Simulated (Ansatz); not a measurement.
Trial structures of ScAl5: starts and ends

Method: DFT PBE, scalar-relativistic, plane waves, PAW (Ansatz). Settings: cutoff 420 eV, Γ-centred meshes spaced at most about 0.3 Å⁻¹, and about 0.25 Å⁻¹ or finer for metals (2π included), Gaussian smearing. Collinear spin in cells that started with moments and kept them past the coarse steps, no spin elsewhere.

Each guess was relaxed in cell and atoms at zero pressure, within the symmetry of its start. All energies are static (0 K, no zero-point motion). Coordination counts all near atoms (those within 1.25 times the shortest distance at each site). For orderings, «n of Z unlike» gives the unlike atoms among the Z nearest shared sites at the start, averaged over those sites.

| guess | made from | start group | V start (Å³/atom) | end group | V end (Å³/atom) | coordination at the end | gap on mesh (eV) | largest moment (μB) | E over the lowest end (meV/atom) |
| --- | --- | --- | --- | --- | --- | --- | --- | --- | --- |
| 1 | Sc/Al on fcc sites, 2.7 of 12 unlike | P4/mmm | 16.1 | P4/mmm | 17.5 | Sc 12, Al 12 | 0 | 0.2 | 129 |
| 2 | Sc/Al on hcp sites, 2.0 of 12 unlike | P-6m2 | 16.1 | ? | ? | ? | ? | ? | ? |
| 3 | Sc/Al on fcc sites, 4.0 of 12 unlike | Cmmm | 16.1 | Cmmm | 17.2 | Sc 12, Al 12 | 0 | - | 0 |
| 4 | Sc/Al on fcc sites, 2.0 of 12 unlike | P-3m1 | 16.1 | P-3m1 | 18.0 | Sc 12, Al 12 | 0 | - | 199 |

Guess 2 as it starts:

```
Sc Al
1.0
     2.85769    0.00000    0.00000
    -1.42884    2.47483    0.00000
     0.00000    0.00000   13.65270
Sc Al
1 5
Direct
  0.33333 0.66667 0.00000
  0.33333 0.66667 0.66667
  0.33333 0.66667 0.33333
  0.66667 0.33333 0.83333
  0.66667 0.33333 0.16667
  0.66667 0.33333 0.50000
```

Question: Predict the end of this guess and its energy over the lowest end.

Answer: It ends in Sc and Al ordered on hcp sites, space group P-6m2 (No. 187), with a = 3.024 Å, c = 13.656 Å, 18.0 Å³/atom and no gap; its coordination is Sc 12, Al 12, without spin. It lies 205 meV/atom over the lowest end, within the noise of guess 4 and so the highest of the set. Counting all near atoms, this end and the lowest (guess 3) both have Sc 12, Al 12.

Space group P-6m2 (No. 187). a = 3.024 Å, b = 3.024 Å, c = 13.656 Å, α = 90.00°, β = 90.00°, γ = 120.00°
```json
{"atom": "Sc", "site": "1a", "symmetry": "-6m2", "x": "0.0000", "y": "0.0000", "z": "0.0000"}
{"atom": "Al", "site": "2g", "symmetry": "3m.", "x": "0.0000", "y": "0.0000", "z": "0.6642"}
{"atom": "Al", "site": "2h", "symmetry": "3m.", "x": "0.3333", "y": "0.6667", "z": "0.8248"}
{"atom": "Al", "site": "1d", "symmetry": "-6m2", "x": "0.3333", "y": "0.6667", "z": "0.5000"}
```

The zero of energy is the elements' standard structures at the same level; no fitted shifts are applied.

Question: Is the lowest end bound against the elements?

Answer: Yes: its formation energy is −0.24 eV/atom. Whether it is stable depends on the other phases of the system, which aren't compared here.

For metals, differences of a few meV/atom aren't resolved. Another magnetic order may lie lower. With atoms moved at random, Cmmm came back. Other cells relaxed within their symmetry can be saddle points. A lower structure may well exist outside this small set. Some candidate types were left out of the draw beforehand, so a known form may be missing.

Energy follows chemical order much more than stacking. From guess 3 through guess 1 to guesses 4 and 2, the energy rises and the cell expands as the number of unlike neighbours falls. At this composition, 4.0 of 12 is the most possible and means that every Sc is surrounded only by Al. This favours Sc d–Al p hybridisation and charge transfer from the electropositive Sc.

In guess 2, Sc instead fills whole close-packed planes, giving up half of its Al neighbours. Size mismatch probably adds to the cost, since the shared in-plane length of 3.024 Å compresses the Sc layer relative to the element and stretches the Al layers. The fcc-based guess 4, with equally few unlike contacts, is practically degenerate with it, and both lose most of the binding found for guess 3.

The preference for Al-surrounded Sc matches the well-known L1₂ phase ScAl3. Because that compound coexists with Al-rich metal, the negative formation energy of ScAl5 probably reflects strong Sc–Al attraction rather than a distinct ground-state compound.
